# The uniform two-dimensional ideal Bose gas: closed solution and absence of condensation

## 1. Premises and conventions

1. Non-interacting bosons of mass $m$ with one internal state. For several degenerate internal states every density below is per state.
2. Dispersion $\varepsilon_{\mathbf k}=\hbar^2k^2/2m$, with the energy zero at $\mathbf k=0$.
3. Square box of side $L$, area $A=L^2$, periodic boundaries: $\mathbf k=2\pi\boldsymbol\nu/L$, $\boldsymbol\nu\in\mathbb Z^2$.
4. Grand-canonical equilibrium at $T$ and $\mu$, with $\beta=1/k_BT$. The mean occupation is $\bar n_{\mathbf k}=1/(e^{\beta(\varepsilon_{\mathbf k}-\mu)}-1)$. A finite occupation of $\mathbf k=0$ requires $\mu<0$.

Notation: $z=e^{\beta\mu}\in(0,1)$, $a=-\beta\mu=-\ln z>0$, $n=N/A$, and

$$\lambda^2=\frac{2\pi\hbar^2}{mk_BT},\qquad \beta\varepsilon_{\mathbf k}=\frac{\lambda^2k^2}{4\pi},\qquad D=n\lambda^2 .$$

Condensation means that $N_0/N$ keeps a nonzero limit for $L\to\infty$ at fixed $n$ and $T$, where $N_0=z/(1-z)$ is the occupation of $\mathbf k=0$.

## 2. Equation of state

Count states: $A\,d^2k/(2\pi)^2=A\,k\,dk/2\pi$ and $d\varepsilon=\hbar^2k\,dk/m$. The density of states per area is constant,

$$\rho=\frac{m}{2\pi\hbar^2},\qquad \rho\,k_BT=\frac1{\lambda^2}. \tag{1}$$

Replace the sum over $\mathbf k$ by the integral (justified in Section 3) and set $x=\beta\varepsilon$. The integrand is a total derivative, $ze^{-x}/(1-ze^{-x})=\frac{d}{dx}\ln(1-ze^{-x})$, so

$$n\lambda^2=\int_0^\infty\frac{dx}{e^{x}/z-1}=-\ln(1-z). \tag{2}$$

Inversion is elementary:

$$z=1-e^{-D},\qquad \mu=k_BT\ln\!\left(1-e^{-n\lambda^2}\right),\qquad N_0=e^{D}-1. \tag{3}$$

Limits:

- $D\ll1$: $\beta\mu=\ln D-D/2+\dots$, the classical gas with its leading exchange correction.
- $D\gg1$: $a=e^{-D}+\tfrac12e^{-2D}+\dots$, so $\mu$ approaches zero exponentially and never reaches it at $T>0$.

The map $z\mapsto-\ln(1-z)$ takes $(0,1)$ monotonically onto $(0,\infty)$. Every finite $D$ has a solution with $\mu<0$, and the excited states never saturate. For a density of states $\propto\varepsilon^{p}$ the saturation density is proportional to $\int_0^\infty x^p\,dx/(e^x-1)$, which converges at $x\to0$ only for $p>0$. The uniform 3D gas has $p=1/2$ and the 2D harmonic trap has $p=1$, and both condense. The uniform 2D gas has $p=0$ and is the marginal case, with a logarithmic divergence.

## 3. The thermodynamic limit made exact

Expand $\bar n_{\mathbf k}=\sum_{l\ge1}z^le^{-l\beta\varepsilon_{\mathbf k}}$. All terms are positive, so sums may be interchanged. In the box $\beta\varepsilon=s\nu^2$ with

$$s=\frac{\pi\lambda^2}{L^2}=\beta\varepsilon_1 ,$$

where $\varepsilon_1$ is the first excited level. Poisson summation in each direction gives $\sum_{\nu}e^{-ls\nu^2}=\sqrt{\pi/ls}\,\sum_{q}e^{-\pi^2q^2/ls}$, with $\nu,q\in\mathbb Z$. Insert $\pi/ls=L^2/l\lambda^2$:

$$n=\sum_{\mathbf q\in\mathbb Z^2}G(|\mathbf q|L),\qquad G(r)=\frac1{\lambda^2}\sum_{l\ge1}\frac{z^l}{l}\,e^{-\pi r^2/l\lambda^2}. \tag{4}$$

The term $\mathbf q=0$ is $G(0)=-\ln(1-z)/\lambda^2$, which is (2). All other terms are positive. Hence in a box of any size, with fugacity $z_L$ at given $D$,

$$D>-\ln(1-z_L)\quad\Rightarrow\quad z_L<1-e^{-D},\qquad N_0<e^{D}-1 .$$

$N_0$ is bounded independently of $L$ while $N=DL^2/\lambda^2$ grows, so

$$\frac{N_0}{N}<\frac{e^D-1}{D}\,\frac{\lambda^2}{L^2}\longrightarrow0 . \tag{5}$$

There is no condensate at any $T>0$. Occupations fall with energy, so no other level is macroscopically occupied either. Since $z_L$ stays below $1-e^{-D}$, the image terms of (4) vanish as $L\to\infty$ (exponentially, by Section 5), and (2) is the exact limit.

## 4. Thermodynamics

The grand partition function $\Xi$ gives the 2D pressure $P$ through $PA=k_BT\ln\Xi=-k_BT\sum_{\mathbf k}\ln(1-ze^{-\beta\varepsilon_{\mathbf k}})$. Expanding the logarithm and integrating with (1),

$$P=\frac{k_BT}{\lambda^2}\,\mathrm{Li}_2(z),\qquad \mathrm{Li}_2(z)=\sum_{l\ge1}\frac{z^l}{l^2}.$$

The energy is $U=(Ak_BT/\lambda^2)\int_0^\infty x\,dx/(e^x/z-1)=PA$, because the integral equals $\mathrm{Li}_2(z)$.

Heat capacity at fixed $N$ and $A$: the prefactor scales as $T^2$, $dD/dT=-D/T$, $dz/dD=e^{-D}$, and $d\mathrm{Li}_2/dz=-\ln(1-z)/z=D/z$. Collecting,

$$\frac{C}{Nk_B}=\frac{2\,\mathrm{Li}_2(1-e^{-D})}{D}-\frac{D}{e^D-1}. \tag{6}$$

This tends to $1$ for $D\to0$. For $D\gg1$, $\mathrm{Li}_2(1)=\pi^2/6$ gives $\pi^2/3D$, linear in $T$. From (3), $\partial D/\partial(\beta\mu)=e^D-1$ at fixed $T$: the compressibility is exponentially large but finite. All these functions are analytic in $D$ on $(0,\infty)$, so there is no phase transition.

## 5. First-order coherence

The one-body correlation function of the infinite system is $\langle\psi^\dagger(\mathbf r)\psi(0)\rangle=\int\frac{d^2k}{(2\pi)^2}\,\bar n_{\mathbf k}e^{-i\mathbf k\cdot\mathbf r}$. Each term of the fugacity expansion is a Gaussian integral, $\int\frac{d^2k}{(2\pi)^2}e^{-l\lambda^2k^2/4\pi-i\mathbf k\cdot\mathbf r}=e^{-\pi r^2/l\lambda^2}/l\lambda^2$. The correlation function is therefore the $G(r)$ of (4). Define $g_1(r)=G(r)/n$.

For $D\ll1$ the term $l=1$ dominates at $r\lesssim\lambda$, and $g_1\simeq e^{-\pi r^2/\lambda^2}$.

For general $D$ and $r>0$ put $b=\pi r^2/\lambda^2$ and $f(l)=e^{-al-b/l}/l$. This function vanishes with all derivatives at $l\to0^+$. Extended by zero to $l\le0$ it is smooth and decays rapidly, so Poisson summation applies. With $\int_0^\infty dl\,l^{-1}e^{-a'l-b/l}=2K_0(2\sqrt{a'b})$ for $\mathrm{Re}\,a'>0$,

$$G(r)=\frac{2}{\lambda^2}\sum_{j=-\infty}^{\infty}K_0(\kappa_jr),\qquad \kappa_j^2=\frac{4\pi}{\lambda^2}\,(a+2\pi ij),\quad \mathrm{Re}\,\kappa_j>0. \tag{7}$$

Since $K_0(y)\simeq\sqrt{\pi/2y}\,e^{-y}$ at large $|y|$, the term with the smallest $\mathrm{Re}\,\kappa_j$ rules at large $r$. That is $j=0$. For $a\to0$ the next pair has $\mathrm{Re}\,\kappa_{\pm1}=2\pi/\lambda$ and is negligible for $r\gtrsim\lambda$. The asymptotic decay length at any $D$ is

$$\xi=\frac1{\kappa_0}=\frac{\lambda}{\sqrt{4\pi a}}=\frac{\hbar}{\sqrt{2m|\mu|}} . \tag{8}$$

The $j=0$ term is the Fourier transform of the classical-field occupation $\bar n_{\mathbf k}\simeq1/(\beta\varepsilon_{\mathbf k}+a)=4\pi/[\lambda^2(k^2+\xi^{-2})]$. In the degenerate regime insert $a=e^{-D}(1+\tfrac12e^{-D}+\dots)$:

$$\xi=\frac{\lambda}{\sqrt{4\pi}}\,e^{n\lambda^2/2}\left(1-\tfrac14e^{-D}+\dots\right),\qquad g_1(r)\simeq\frac{2}{D}K_0(r/\xi)\quad(r\gtrsim\lambda). \tag{9}$$

For $\lambda\lesssim r\ll\xi$ the fall is logarithmic, $g_1\simeq(2/D)[\ln(2\xi/r)-\gamma]$, with $\gamma$ Euler's constant. For $r\gg\xi$ it is $(2/D)\sqrt{\pi\xi/2r}\,e^{-r/\xi}$. Thus $g_1(\infty)=0$, in line with (5), and $\xi$ is finite but grows exponentially with $D$.

## 6. Finite box

By (4) and (9), the image terms are of order $K_0(L/\xi)$ and matter once $\xi$ is a sizeable fraction of $L$. Setting $e^{D/2}\sim L/\lambda$ gives $D\sim2\ln(L/\lambda)$. The constant follows from the saturation number of the excited levels,

$$N'_{\max}=\sum_{\boldsymbol\nu\ne0}\frac1{e^{s\nu^2}-1},$$

which is finite because the levels start at $s>0$.

**Mellin evaluation.** For $\mathrm{Re}\,u=\sigma>1$, $\dfrac1{e^x-1}=\dfrac1{2\pi i}\displaystyle\int_{\sigma-i\infty}^{\sigma+i\infty}\Gamma(u)\zeta(u)x^{-u}du$. Summing over the lattice gives the integrand $\Gamma(u)\zeta(u)Z(u)s^{-u}$, where

$$Z(u)=\sum_{\boldsymbol\nu\neq0}(\nu^2)^{-u}=4\zeta(u)\mathcal B(u),\qquad \mathcal B(u)=\sum_{p\ge0}\frac{(-1)^p}{(2p+1)^u}.$$

The factorisation is a standard consequence of Jacobi's two-square theorem. Shift the contour to the left, which is allowed because $\Gamma$ decays exponentially along vertical lines while $\zeta$ and $Z$ grow at most as powers. The poles are:

- $u=1+\eta$: $\Gamma\zeta=(1-\gamma\eta)(1/\eta+\gamma)+O(\eta)=1/\eta+O(\eta)$. With $\mathcal B(1)=\pi/4$, $Z=\pi/\eta+C_Z$, $C_Z=\pi\gamma+4\mathcal B'(1)$. Numerically $\mathcal B'(1)=0.1929$ and $C_Z/\pi=0.8228$. With $s^{-u}=s^{-1}(1-\eta\ln s)$ the residue is $(C_Z-\pi\ln s)/s$.
- $u=0$: $\Gamma$ has residue 1, $\zeta(0)=-\tfrac12$, $Z(0)=4(-\tfrac12)(\tfrac12)=-1$. The residue is $+\tfrac12$.
- $u=-1,-2,\dots$: $Z$ vanishes there ($\mathcal B$ at odd, $\zeta$ at even negative integers) and cancels the poles of $\Gamma$.

Multiply by $\lambda^2/L^2=s/\pi$:

$$D_{\rm sat}\equiv\frac{N'_{\max}\lambda^2}{L^2}=2\ln\frac{L}{\lambda}+c_0+\frac{\lambda^2}{2L^2},\qquad c_0=\frac{C_Z}{\pi}-\ln\pi=-0.3219, \tag{10}$$

up to terms smaller than any power of $\lambda/L$.

**Above saturation.** Let $d_0=N_0\lambda^2/L^2$. For $N_0\gg1$, $a\simeq1/N_0$ and $a/s=1/\pi d_0$. Write $1/(e^x-1)=1/x+w(x)$, where $w$ is smooth, $w(0)=-\tfrac12$ and $w(\infty)=0$. The smooth part shifts $D$ by $a\int_0^\infty w'\,dx=a/2$, of order $\lambda^2/L^2d_0$, and is dropped. The singular part gives the geometric expansion

$$\sum_{\boldsymbol\nu\ne0}\left[\frac1{s\nu^2+a}-\frac1{s\nu^2}\right]=-\frac{a}{s^2}Z(2)+\frac{a^2}{s^3}Z(3)-\dots,$$

convergent for $a<s$, that is $d_0>1/\pi$. Multiplying by $s/\pi$, with $Z(2)/\pi^2=0.6106$ and $Z(3)/\pi^3=\zeta(3)/8=0.1503$,

$$D=D_{\rm sat}+d_0-\frac{0.6106}{d_0}+\frac{0.1503}{d_0^2}-\dots \tag{11}$$

Consequences:

- Density added beyond $D_{\rm sat}$ goes into $\mathbf k=0$, and $N_0/N\to1-D_{\rm sat}/D$.
- The onset is a crossover of width of order one in $D$, independent of $L$, located at $2\ln(L/\lambda)+O(1)$.
- At fixed $n$ the crossover temperature obeys $k_BT_L=2\pi\hbar^2n/mD_{\rm sat}$ and falls to zero as $1/\ln L$, consistent with (5).

## 7. Range of validity

**System size.** Equations (2), (3), (6) to (9) hold for $\xi\ll L$, or $D$ below $D_{\rm sat}$ by more than a few units. Equations (10) and (11) need $L\gg\lambda$. The constant $c_0$ belongs to the periodic square. Other walls or shapes change it at order one and leave the logarithm.

**Ensemble.** The variance of the excited population at $a=0$ is $\sum_{\boldsymbol\nu\ne0}\bar n(\bar n+1)\simeq Z(2)/s^2$, a standard deviation of $\sqrt{0.6106}=0.78$ in units of $D$. This equals the crossover width in order of magnitude. The inverse powers of $d_0$ in (11) are therefore specific to the grand-canonical ensemble, while $D_{\rm sat}$ is not.

**Interactions.** Take a contact coupling $g=\hbar^2\tilde g/m$. The mean-field shift is uniform and only redefines $\mu$. The modes with $k<1/\xi$ hold the density $\lambda^{-2}\int_0^a dx/(x+a)=\ln2/\lambda^2$, which fluctuates by its own size. Its interaction energy is of order $g/\lambda^2=\tilde gk_BT/2\pi$, to be compared with $|\mu|\simeq k_BTe^{-D}$. The ideal-gas form of $g_1$ holds, as an estimate, for $D\lesssim\ln(2\pi/\tilde g)$. Beyond that, density fluctuations are suppressed and the Berezinskii-Kosterlitz-Thouless transition to algebraic $g_1$ follows. True long-range order stays excluded at $T>0$ (Hohenberg 1967). In the box the ideal levels need $gn_0\ll\varepsilon_1$, with $n_0=N_0/A$.

**Dispersion.** For cavity polaritons at zero detuning, with Rabi splitting $\Omega$ (an energy) and a flat exciton band, diagonalising the photon-exciton $2\times2$ problem with photon kinetic energy $2\varepsilon$ and coupling $\Omega/2$ gives the lower branch

$$E=\varepsilon+\frac\Omega2-\sqrt{\frac{\Omega^2}{4}+\varepsilon^2},\qquad \varepsilon=\frac{\hbar^2k^2}{2m},\quad m=2m_c ,$$

with $m_c$ the cavity photon mass. Inverting, $\varepsilon=E(\Omega-E)/(\Omega-2E)$ and $d\varepsilon/dE=1+2E/\Omega+\dots$. The leading addition to (2) is $(2k_BT/\Omega)\,\mathrm{Li}_2(z)$. At $E\approx\Omega/2$ the branch turns into excitons of mass $M\gg m$. Each exciton species adds a Boltzmann population $n_x\lambda^2\simeq(M/m)\,z\,e^{-\Omega/2k_BT}$. The $n$ of this derivation counts the parabolic bottom only.

**Equilibrium and uniformity.** Thermalisation must be faster than loss. Line widths and disorder must be small against the finest scale used, $|\mu|$ or $\varepsilon_1$.

## 8. Numerical illustration: polaritons in a CdTe microcavity

Inputs: $m=5\times10^{-5}m_e$, gas temperature $T=20$ K and $L=3.0\times10^4$ nm, the last two chosen as illustrative. All results are the model's and are computed from unrounded intermediates.

The scale of the mass follows from $E=(\hbar c/n_r)\sqrt{k_z^2+k^2}\simeq E_0+\hbar^2c^2k^2/2n_r^2E_0$, so $m_c=n_r^2E_0/c^2$ for refractive index $n_r$. With the compiled 300 K bulk values $\epsilon_\infty=7.2$ (Rakita 2019) for $n_r^2$ and the gap 1.48 eV (Skelton 2020) for $E_0$, $m_c=2.1\times10^{-5}m_e$ and $2m_c=4.2\times10^{-5}m_e$. This fixes the order only, since the cavity contains alloy layers and works at low temperature.

Basic scales: $\hbar^2/2m=762.0$ eV nm², $k_BT=1.723$ meV, $\lambda=2357$ nm, $1/\lambda^2=1.800\times10^{-7}$ nm⁻², $\lambda/\sqrt{4\pi}=665$ nm.

Infinite system, per polarisation:

| $D$ | $n$ ($10^{-7}$ nm⁻²) | $\mu$ (µeV) | $\xi$ from (8) ($10^3$ nm) | $\lambda e^{D/2}/\sqrt{4\pi}$ ($10^3$ nm) |
|---|---|---|---|---|
| 1 | 1.80 | -791 | 0.98 | 1.10 |
| 2 | 3.60 | -251 | 1.74 | 1.81 |
| 3 | 5.40 | -88.0 | 2.94 | 2.98 |
| 5 | 9.00 | -11.7 | 8.09 | 8.10 |

At $D=5$, (9) gives $g_1(\xi)=\tfrac25K_0(1)=0.168$.

Box: $L/\lambda=12.73$, $L^2/\lambda^2=162.0$, $s=0.0194$, $\varepsilon_1=33.4$ µeV. Equation (10) gives $D_{\rm sat}=5.088-0.322+0.003=4.769$, $N'_{\max}=772$, and $n_{\rm sat}=8.58\times10^{-7}$ nm⁻², or $8.58\times10^{7}$ cm⁻². A box ten times wider raises $D_{\rm sat}$ by $2\ln10=4.61$. Direct summation over the levels, with $a=\ln(1+1/N_0)$, gives:

| $d_0$ | $D$ | $N_0/N$ |
|---|---|---|
| 0.67 | 4.77 | 0.14 |
| 2 | 6.50 | 0.31 |
| 5 | 9.65 | 0.52 |

The terms shown in (11) give 6.50 and 9.65 for the last two rows. At $D=D_{\rm sat}$ the fraction is already 0.14, which shows the rounding of the onset. At $D=9.65$ the infinite-system value $e^D-1=1.55\times10^4$ would exceed the total $N=1.56\times10^3$, so (3) has failed there.

Sizes of the neglected effects, with typical or approximate inputs:

- **Interactions.** $g\approx2$ eV nm², uncertain by about an order of magnitude, gives $\tilde g=1.3\times10^{-3}$ and $\ln(2\pi/\tilde g)=8.5$, above $D_{\rm sat}$. At $d_0=5$, $gn_0=1.8$ µeV, small against $\varepsilon_1$. A tenfold larger $g$ would make the two comparable.
- **Non-parabolicity.** $\Omega\approx26$ meV adds about 0.22 to $D$ at leading order, comparable with $c_0$.
- **Exciton reservoir.** $M\approx0.5\,m_e$ gives $n_x\lambda^2=5.3$ per species at $z\approx1$, as large as $D_{\rm sat}$. A cavity with 16 wells holds 85 per bright spin state, or $1.5\times10^{-5}$ nm⁻².
- **Loss and disorder.** A lifetime $\tau\approx2$ ps gives $\hbar/\tau=0.33$ meV, and the disorder amplitude is roughly 0.5 meV. Both exceed $\varepsilon_1$ and the values of $|\mu|$ for $D\ge2$. The compiled LO frequency of 168 cm⁻¹ (Rakita 2019) corresponds to 20.8 meV, far above $k_BT$, so LO phonons cannot thermalise states within the bottom of the branch.

For two polarisations the model puts the onset at $1.7\times10^8$ cm⁻². Typical threshold densities of such cavities are several $10^8$ cm⁻² for the polaritons and higher with the reservoir included, so the model lies low by a factor of a few or more. Loss and disorder also cut off the growth of $\xi$, so the tabulated lengths at $D\ge2$ describe the ideal gas of this mass and not a real cavity.